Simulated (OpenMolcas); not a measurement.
A ladder of methods for BN (boron nitride)

BN has 2 atoms, charge 0, and is taken as a triplet. SMILES: `B#N`. The shape is that of a PBE0-D4/def2-TZVP optimisation.

```xyz
2

B     0.0000    0.0000   -0.0235
N     0.0000    0.0000    1.2919
```

Quantity: the vertical ionisation energy (to the doublet cation), in eV. The values are calculated.

| level | kind | program | value (eV) | CPU time (all runs) |
| --- | --- | --- | --- | --- |
| U-revPBE/cc-pVTZ | GGA | OpenMolcas | 11.96 | 38 s |
| UBLYP/cc-pVTZ | GGA | OpenMolcas | 11.89 | 39 s |
| UPBE/cc-pVTZ | GGA | OpenMolcas | 12.01 | 36 s |
| UM06-L/cc-pVTZ | meta-GGA | OpenMolcas | 11.78 | 2.8 min |
| UTPSS/cc-pVTZ | meta-GGA | OpenMolcas | 12.04 | 60 s |
| UB3LYP/cc-pVTZ | global hybrid | OpenMolcas | 12.20 | 38 s |
| UBHLYP/cc-pVTZ | global hybrid | OpenMolcas | 12.11 | 38 s |
| UPBE0/cc-pVTZ | global hybrid | OpenMolcas | 12.16 | 37 s |
| FCI/STO-3G | exact in the basis | OpenMolcas | 8.94 | 3.6 s |

The values span 8.94 to 12.20 eV. Spin contamination of the reference (⟨S²⟩ at least 0.1 too high) touches U-revPBE/cc-pVTZ, UBLYP/cc-pVTZ, UPBE/cc-pVTZ, UM06-L/cc-pVTZ, UTPSS/cc-pVTZ, UB3LYP/cc-pVTZ, UBHLYP/cc-pVTZ, UPBE0/cc-pVTZ. High-level rows in very small sets aren't better than simpler rows in larger ones. Times are those of the runs behind each value, whatever else they computed, on shared processors of several kinds: orders of magnitude only.

The density-functional ionisation energies cluster between 11.78 and 12.20 eV, whereas full configuration interaction in the minimal basis gives only 8.94 eV. That gap most likely reflects the basis rather than missing correlation in the functionals: STO-3G cannot let the valence shell adapt to the change in charge, and it probably describes the neutral molecule worse than the more compact cation, which lowers the difference.

Triplet BN has a singly occupied σ orbital and a hole in the π shell. Removing the σ electron leaves a doublet with one open shell, while removing a π electron can leave three unpaired electrons, whose doublet coupling a single determinant describes poorly. Mixing of this kind may affect the functional values, so their closeness is no proof of accuracy, and the slightly higher hybrid results cannot be credited to exact exchange. Since π ionisation can also lead to a quartet cation, the doublet energies alone do not establish the lowest ionisation threshold.
